# Orientational average of the piezoelectric tensor: poled polycrystals and textured AlN films

## 1. Premises and conventions

Local laws in each grain, linear and small-signal:

$$D_i=d_{ijk}T_{jk}+\varepsilon^T_{ij}E_j,\qquad S_{jk}=s^E_{jklm}T_{lm}+d_{ijk}E_i .\tag{1}$$

Voigt notation: $d_{33}=d_{333}$, $d_{31}=d_{311}$, $d_{15}=2d_{113}$, $s_{44}=4s_{2323}$. The $e$ and $C$ matrices carry no such factors, so $e_{15}=e_{113}$. Units: pm/V, equal to pC/N.

- **P1.** Stress $T$ and field $E$ are the same in every grain (Reuss-type assumption).
- **P2.** Each grain is a single domain with the single-crystal constants. Domain walls do not move under the small signal.
- **P3.** A grain has a polar unit vector $\mathbf n$, directed so that $d_{33}>0$. Its spontaneous polarisation is $P_s\mathbf n$, with $P_s$ a signed number relative to a stated non-polar reference, and the bound charge at boundaries is compensated.
- **P4.** The volume-weighted distribution of $\mathbf n$ is symmetric about the sample axis $\mathbf z$ (poling direction or film normal), with $n_3=\cos\theta$.

By P1, $T$ and $E$ come out of the volume average of (1). The effective tensor is therefore the plain average $\langle d_{ijk}\rangle$ in sample axes, for the direct and the converse effect alike.

## 2. The grain tensor

**Step 1: axial symmetry.** In the basis $(x\pm iy,\,z)$ a component of a rank-3 tensor gains the phase $e^{im\varphi}$ under a rotation $\varphi$ about the axis, with $|m|\le3$. An $N$-fold axis keeps only $m\equiv0 \pmod N$. For $N=4$ or $6$ this leaves $m=0$, so the tensor is invariant under all rotations about $\mathbf n$. The vertical mirrors remove the terms containing $\epsilon_{ijk}$ (the constant $d_{14}$). Groups 4mm and 6mm thus give the same tensor, which depends on the grain orientation only through $\mathbf n$.

**Step 2: covariant form.** The tensors built from $n_i$ and $\delta_{ij}$, of rank 3 and symmetric in $jk$, are three:

$$d_{ijk}=d_{31}\,n_i\delta_{jk}+\tfrac12 d_{15}\,(n_j\delta_{ik}+n_k\delta_{ij})+A\,n_in_jn_k,\qquad A=d_{33}-d_{31}-d_{15}.\tag{2}$$

The coefficients are fixed by setting $\mathbf n=\mathbf z$: $d_{311}=d_{31}$, $d_{113}=d_{15}/2$, $d_{333}=d_{31}+d_{15}+A=d_{33}$.

**Step 3: sample components.** Primes mark sample axes. From (2),

$$d'_{33}=(d_{31}+d_{15})\,n_3+A\,n_3^3=\cos\theta\,[\,d_{33}\cos^2\theta+(d_{31}+d_{15})\sin^2\theta\,],\tag{3}$$

$$d'_{31}=d_{31}n_3+A\,n_1^2n_3,\qquad d'_{15}=d_{15}n_3+2A\,n_1^2n_3 .\tag{4}$$

Reversing $\mathbf n$ reverses all constants together. The sign of $d_{15}$ relative to $d_{33}$ is therefore physical, and it enters (3) directly.

## 3. Average over an axial texture

By P4, $n_1=\sin\theta\cos\phi$ with $\phi$ uniform, so $n_1^2\to\tfrac12(1-\cos^2\theta)$. Components odd in $n_1$ or $n_2$ vanish, and the sample has symmetry $\infty m$. Define $\mu_k=\langle\cos^k\theta\rangle$. Then

$$\langle d_{33}\rangle=(d_{31}+d_{15})\mu_1+A\mu_3,\tag{5a}$$
$$\langle d_{31}\rangle=d_{31}\mu_1+\tfrac12A(\mu_1-\mu_3),\qquad\langle d_{15}\rangle=d_{15}\mu_1+A(\mu_1-\mu_3),\tag{5b}$$
$$\langle P\rangle=P_s\mu_1 .\tag{5c}$$

Two moments fix everything. The structure shows in the contractions of (2):

- $d_{ijj}=(3d_{31}+d_{15}+A)\,n_i=d_h n_i$, with the hydrostatic coefficient $d_h=d_{33}+2d_{31}$.
- $d_{jji}=(d_{31}+2d_{15}+A)\,n_i=(d_{33}+d_{15})\,n_i$.

Both are vectors and average like the polarisation. The remainder follows from (5a, b):

$$\langle d_h\rangle=\mu_1d_h,\qquad\langle d_{33}+d_{15}\rangle=\mu_1(d_{33}+d_{15}),\qquad\langle A\rangle=\tfrac12(5\mu_3-3\mu_1)A=\langle P_3(\cos\theta)\rangle A,\tag{6}$$

with $P_3$ the Legendre polynomial.

## 4. Hemisphere

Start from randomly oriented grains and let poling reverse every axis with $n_3<0$ (complete 180° switching, nothing else). The axes then cover the upper hemisphere evenly. Since $d\Omega=d\phi\,|d\cos\theta|$, the variable $\cos\theta$ is uniform on $[0,1]$ and $\mu_k=1/(k+1)$: $\mu_1=\tfrac12$, $\mu_3=\tfrac14$, $\langle P_3\rangle=-\tfrac18$. Inserting in (5):

$$\langle d_{33}\rangle=\tfrac12(d_{31}+d_{15})+\tfrac14A=\tfrac14\,(d_{33}+d_{31}+d_{15}),\tag{7a}$$
$$\langle d_{31}\rangle=\tfrac18(d_{33}+3d_{31}-d_{15}),\qquad\langle d_{15}\rangle=\tfrac14(d_{33}-d_{31}+d_{15}),\tag{7b}$$
$$\langle P\rangle=\tfrac12P_s,\qquad\langle d_h\rangle=\tfrac12d_h .\tag{7c}$$

Consistency: $\langle d_{33}\rangle+2\langle d_{31}\rangle=\tfrac14(2d_{33}+4d_{31})=\tfrac12d_h$. A 6mm crystal has a single polar line, so the hemisphere is the limit of poling for random 6mm grains.

## 5. Full switching to the nearest axis

A ferroelectric with a cubic parent phase offers more directions: six $\langle100\rangle$ (tetragonal), eight $\langle111\rangle$ (rhombohedral), twelve $\langle110\rangle$ (orthorhombic, pseudocubic indices). Assume each grain adopts the direction closest to $\mathbf z$, and neglect the small distortion of the cubic cell.

**Step 1: reduction.** Let $\mathbf m$ be the sample axis in cubic crystal axes. It is uniform on the sphere. The 48 cubic operations map the sphere onto the triangle $m_3\ge m_1\ge m_2\ge0$, of solid angle $\pi/12$, with vertices $[001]$, $[101]$, $[111]$. The largest projections inside it are

$$\cos\theta_T=m_3,\qquad\cos\theta_R=\frac{m_1+m_2+m_3}{\sqrt3},\qquad\cos\theta_O=\frac{m_3+m_1}{\sqrt2}.$$

All three are linear in $\mathbf m$, so only $\langle\mathbf m\rangle$ over the triangle is needed.

**Step 2: the vector integral.** Join the triangle to the origin. The closed surface consists of the spherical cap and three flat sectors, and the outward normal integrates to zero over a closed surface. A sector of arc $\gamma$ has area $\gamma/2$. Hence $\int\mathbf m\,d\Omega=\tfrac12\sum\gamma\,\hat{\boldsymbol\nu}$, with $\hat{\boldsymbol\nu}$ the inward normal of each sector.

| edge | plane | arc | inward normal |
|---|---|---|---|
| $[001]$–$[101]$ | $m_2=0$ | $\pi/4$ | $(0,1,0)$ |
| $[001]$–$[111]$ | $m_1=m_2$ | $\beta=\arctan\sqrt2=0.9553$ | $(1,-1,0)/\sqrt2$ |
| $[101]$–$[111]$ | $m_1=m_3$ | $\alpha=\pi/2-\beta=0.6155$ | $(-1,0,1)/\sqrt2$ |

Dividing by $\pi/12$:

$$\langle m_3\rangle=\frac{3\sqrt2}{\pi}\alpha=0.831,\quad\langle m_1\rangle=\frac{3\sqrt2}{\pi}(\beta-\alpha)=0.459,\quad\langle m_2\rangle=\frac32-\frac{3\sqrt2}{\pi}\beta=0.210 .$$

The sum is $\tfrac32$, as it must be, because each $|m_i|$ averages to $\tfrac12$ on the sphere.

**Step 3: results.**

$$\mu_1^T=\frac{3\sqrt2}{\pi}\arctan\frac1{\sqrt2}=0.831,\qquad\mu_1^R=\frac{\sqrt3}2=0.866,\qquad\mu_1^O=\frac3\pi\arctan\sqrt2=0.912 .\tag{8}$$

The largest residual angle is 54.7° for T and R and 45° for O. In all three groups (4mm, 3m, mm2) $\mathbf P_s$ and $d_{ijj}$ are vectors along the polar axis, so $\langle P\rangle=\mu_1P_s$ and $\langle d_h\rangle=\mu_1d_h$.

**Step 4: $\mu_3$ for the tetragonal case.** Use polar angles $(\theta,\psi)$ of $\mathbf m$ about $[001]$, with $0\le\psi\le\pi/4$. The edge $m_1=m_3$ lies at $\sin^2\theta_m=u=1/(1+\cos^2\psi)$. The $\theta$ integral is $\tfrac14(1-\cos^4\theta_m)=\tfrac14(2u-u^2)$. With $t=\tan\psi$, $u=(1+t^2)/(2+t^2)$ and $d\psi=dt/(1+t^2)$, which gives $\int u\,d\psi=\alpha/\sqrt2$ and $\int u^2d\psi=3\alpha/(4\sqrt2)-\tfrac1{12}$. Thus

$$\mu_3^T=\frac3\pi\left(\frac{5\alpha}{4\sqrt2}+\frac1{12}\right)=0.599,\qquad\langle d_{33}\rangle^T=0.599\,d_{33}+0.232\,(d_{31}+d_{15}).\tag{9}$$

Equation (5a) does not carry over to the switched R and O cases. Group 3m keeps the $m=\pm3$ term ($d_{22}$), and mm2 has $d_{31}\ne d_{32}$, $d_{15}\neq d_{24}$. The allowed region of $\mathbf m$ is not circular about the polar axis, so these azimuthal terms do not average away.

## 6. Narrow mosaic spread

A c-axis AlN film is not poled. Its polarity and texture come from growth, and $\mathbf n$ clusters about the normal. Take the density per solid angle $\propto e^{\kappa\cos\theta}$ (von Mises–Fisher form) with $\kappa=1/\sigma^2\gg1$.

**Link to diffraction.** For small tilts the density is $\exp[-(\theta_x^2+\theta_y^2)/2\sigma^2]$. It factorises, so a section and a projection along one tilt direction have the same width. A (0002) rocking curve broadened by tilt alone has full width at half maximum $W=\sigma\sqrt{8\ln2}=2.355\,\sigma$. Two tilt directions contribute, so $\langle\theta^2\rangle=2\sigma^2$.

**Moments.** The variable $x=1-\cos\theta$ has density $\propto e^{-\kappa x}$ on $[0,2]$. Extending the range to infinity changes the moments only by terms carrying $e^{-2\kappa}$, and gives $\langle x^k\rangle=k!\,\sigma^{2k}$:

$$\mu_1=1-\sigma^2,\qquad\mu_3=1-3\sigma^2+6\sigma^4-6\sigma^6 .\tag{10}$$

The $\sigma^2$ terms hold for any narrow distribution with $\langle\theta^2\rangle=2\sigma^2$. The higher terms depend on its shape.

**First-order losses.** Write $\langle X\rangle=X+\sigma^2\,\delta X=X(1-K_X\sigma^2)$. From (5) with $\mu_1-\mu_3=2\sigma^2$:

$$\delta d_{33}=-(3d_{33}-2d_{31}-2d_{15}),\quad\delta d_{31}=A-d_{31},\quad\delta d_{15}=2A-d_{15},\quad K_P=K_h=1 .\tag{11}$$

**Inverted grains.** Let a volume fraction $f$ have $\mathbf n\to-\mathbf n$ with the same tilt spread. Odd moments change sign for those grains and even-rank tensors do not. All of (5) is multiplied by $1-2f$. The position and width of a rocking curve do not distinguish $\mathbf n$ from $-\mathbf n$.

## 7. Clamping, and the size of what P1 neglects

**Clamped film.** On a rigid substrate the mean in-plane strain is zero and $T_3=0$. With $T_1=T_2=T$ and $p=s_{11}+s_{12}$, (1) gives $0=pT+d_{31}E_3$ and $S_3=2s_{13}T+d_{33}E_3$, so

$$d_{33,f}=d_{33}-2d_{31}r,\qquad r=s_{13}/p .\tag{12}$$

For perfect texture this equals $e_{33}/C_{33}$, as $T_3=C_{33}S_3-e_{33}E_3=0$ shows directly.

**Why P1 matters at leading order.** A tilt $\theta$ produces grain-to-grain fluctuations of stress and field linear in $\theta$. They act on components of $d'$ that are also linear in $\theta$. The product is of order $\sigma^2$, like (11). It is smaller only through the elastic and dielectric anisotropy. Two limits give its size.

*Uniform stress.* Insert averaged $d$ and $s$ into (12). Three facts fix the averaged compliances. First, $s'_{33}=s_{33}\cos^4\theta+(2s_{13}+s_{44})\cos^2\theta\sin^2\theta+s_{11}\sin^4\theta$. Second, $s'_{33jj}=b_3\cos^2\theta+b_1\sin^2\theta$, with the linear compressibilities $b_3=s_{33}+2s_{13}$ and $b_1=p+s_{13}$, and $\langle s'_{33jj}\rangle=\langle s_{33}\rangle+2\langle s_{13}\rangle$. Third, $s_{iijj}=2p+4s_{13}+s_{33}$ is invariant. With $\langle\sin^2\theta\rangle=2\sigma^2$,

$$\delta s_{33}=2(2s_{13}+s_{44}-2s_{33}),\quad\delta s_{13}=(b_1-b_3)-\tfrac12\delta s_{33},\quad\delta p=-2\,\delta s_{13}-\tfrac12\delta s_{33},$$
$$\delta d_{33,f}=\delta d_{33}-2r\,\delta d_{31}-2d_{31}\,\frac{\delta s_{13}-r\,\delta p}{p}.\tag{13}$$

*Uniform strain (Voigt-type).* Only $S_3$ is non-zero in every grain, and $d_{33,f}=\langle e_{33}\rangle/\langle C_{33}\rangle$. Here $e'_{33}$ follows (3) with $d_{15}\to2e_{15}$, and $C'_{33}=C_{33}\cos^4\theta+2(C_{13}+2C_{44})\cos^2\theta\sin^2\theta+C_{11}\sin^4\theta$. Therefore

$$K_f^{S}=\frac{3e_{33}-2e_{31}-4e_{15}}{e_{33}}-\frac{4(C_{33}-C_{13}-2C_{44})}{C_{33}} .\tag{14}$$

The two limits are estimates of the spread. They are not rigorous bounds, since $d$ is an off-diagonal coupling and not the coefficient of a positive quadratic form.

*Non-uniform field.* In tall columnar grains $E_3$ is tangential to the boundaries and hence uniform. A tilt $n_1\approx\theta$ creates an in-plane displacement $\Delta\varepsilon\,\theta E_3$, with $\Delta\varepsilon=\varepsilon_{33}-\varepsilon_{11}$. Only the part longitudinal to the in-plane wave vector is cancelled by a field, which is half of the mean square for random tilts. The correlated field is $E_1=-\tfrac12(\Delta\varepsilon/\varepsilon_{11})\,\theta E_3$. It acts on $d'_{133}=n_1(d_{31}+An_3^2)\approx(d_{33}-d_{15})\,\theta$. With $\langle\theta^2\rangle=2\sigma^2$,

$$\delta d_{33}\big|_{\rm field}=-(\Delta\varepsilon/\varepsilon_{11})(d_{33}-d_{15}).\tag{15}$$

## 8. Range of validity

- Equation (5c) and the values (8) are geometric and exact under P2–P4. The values (8) are upper limits for random grains. Non-180° switching changes the grain shape and is hindered by the neighbours.
- The averages of $d$ need P1. They are good when elastic and dielectric anisotropy are weak. For wide distributions of grains with strongly anisotropic permittivity, as in many perovskites, the field divides unevenly and (7a, b) and (9) are only first estimates.
- Under pressure, uniform stress is compatible with intact boundaries only if $b_1=b_3$. Otherwise $\langle d_h\rangle=\mu_1d_h$ is approximate, and the small difference $d_{33}+2d_{31}$ is sensitive to internal stress.
- Domain-wall motion is excluded. In ferroelectric ceramics it adds to the intrinsic average.
- Porosity, boundary phases, leakage and free-carrier screening are excluded. The sample must contain many grains.
- Equations (11), (13) and (14) need $\sigma^2\ll1$. A rocking width also contains instrumental and size broadening, so it overstates the tilt of the (0002)-oriented grains. It misses grains of other orientations altogether.

## 9. Numbers: AlN film

**Inputs.** Compiled stiffnesses (Oses 2018), taken as constant-field values: $C_{11}=410.5$, $C_{12}=148.5$, $C_{13}=98.9$, $C_{33}=388.5$, $C_{44}=124.6$ GPa. Typical piezoelectric stress constants, assumed as inputs: $e_{33}=1.55$, $e_{31}=-0.58$, $e_{15}=-0.48$ C/m². Intermediate values are carried unrounded.

**Grain constants.** With $\Delta=C_{33}(C_{11}+C_{12})-2C_{13}^2=1.976\times10^5$ GPa², inversion gives $s_{33}=(C_{11}+C_{12})/\Delta=2.829$, $s_{13}=-C_{13}/\Delta=-0.5005$, $p=C_{33}/\Delta=1.966$, $s_{44}=1/C_{44}=8.026$ TPa⁻¹, and $b_3=1.83$, $b_1=1.47$ TPa⁻¹. From $d=e\,s$:

$$d_{33}=2e_{31}s_{13}+e_{33}s_{33}=4.97,\quad d_{31}=e_{31}p+e_{33}s_{13}=-1.92,\quad d_{15}=e_{15}s_{44}=-3.85\ \text{pm/V},$$

so $A=10.7$, $d_h=1.13$ and $d_{33,f}=e_{33}/C_{33}=3.99$ pm/V.

**Wide distributions.** By (3), $d'_{33}$ changes sign at $\tan^2\theta=-d_{33}/(d_{31}+d_{15})$, that is at 43°. A hypothetical hemisphere of AlN grains gives $\langle d_{33}\rangle=-0.20$, $\langle d_{31}\rangle=+0.38$, $\langle d_{15}\rangle=0.76$, $\langle d_h\rangle=0.57$ pm/V. The first is a near cancellation, and its sign is not secure against small changes of the inputs. The robust statement is that half of the polarisation survives and almost none of $d_{33}$.

**Loss coefficients.** Equation (11) gives $\delta d_{33}=-26.4$ and $\delta d_{31}=12.6$ pm/V, so $K_{33}=5.3$, $K_{31}=6.6$, $K_{15}=6.6$. Taking $d_{15}$ with the wrong sign would give $K_{33}=2.2$. For (13): $r=-0.255$, $\delta s_{33}=2.73$, $\delta s_{13}=-1.73$, $\delta p=2.09$ TPa⁻¹, and $\delta d_{33,f}=-26.4+6.4-2.3=-22.3$ pm/V, so $K_f^T=5.6$. For (14): $K_f^S=4.99-0.42=4.57$.

Losses in per cent, first order in $\sigma^2=W^2/(8\ln2)$ with $W$ in radians:

| $W$ | $10^3\sigma^2$ | $P$, $d_h$ | $d_{33}$ free | $d_{33,f}$ uniform stress | $d_{33,f}$ uniform strain |
|---|---|---|---|---|---|
| 2° | 0.220 | 0.022 | 0.12 | 0.12 | 0.10 |
| 5° | 1.37 | 0.14 | 0.73 | 0.77 | 0.63 |
| 10° | 5.49 | 0.55 | 2.9 | 3.1 | 2.5 |

**Sizes of the neglected terms.**

- Stress distribution: $K_f^S$ lies 18 % below $K_f^T$. The last two columns show how far the losses can be trusted.
- Field distribution: (15) gives $-0.88$ pm/V per 10 % of dielectric anisotropy, which is 3 % of $\delta d_{33}$. A typical anisotropy of 10 to 20 % adds 3 to 7 % to the loss.
- Order $\sigma^4$: the term $6A\sigma^4$ is 1.3 % of the first-order loss in $d_{33}$ at 10°.
- Electrical condition of $C_{33}$: were the compiled value the stiffened one seen by longitudinal waves along c, the constant-field value would be lower by $e_{33}^2/(\varepsilon_0\varepsilon_{33})=29$ GPa, or 8 %, using the compiled $\varepsilon_{33}=9.21$ (Feneberg 2013). The absolute $d_{33,f}$ would rise by about that fraction and $K_f^S$ would become 4.9.

**Tilt against polarity.** An inverted fraction $f=0.06$ % costs as much $d_{33}$ as $W=2°$, and $f=1.5$ % as much as $W=10°$. A 10 % loss needs $f=5$ %, or, from (5a) with the full moments (10), a tilt width of about 19°.

For $W=2°$, a typical width for well-textured sputtered films, the model's values are $d_{33}=5.0$ pm/V free and $d_{33,f}=4.0$ pm/V clamped, with a tilt loss of about 0.1 %. The absolute level is set by the assumed $e_{ij}$, which were chosen as typical of well-oriented AlN, so it tests nothing. For poorly textured films the tilt-only model overestimates the response. As typical knowledge, films with rocking widths of several degrees often fall short by tens of per cent, against the 0.6 to 3 % in the table. Within this theory such a shortfall cannot come from tilt geometry. It has to come from the factor $1-2f$, from grains outside the (0002) peak, or from the defects excluded in Section 8.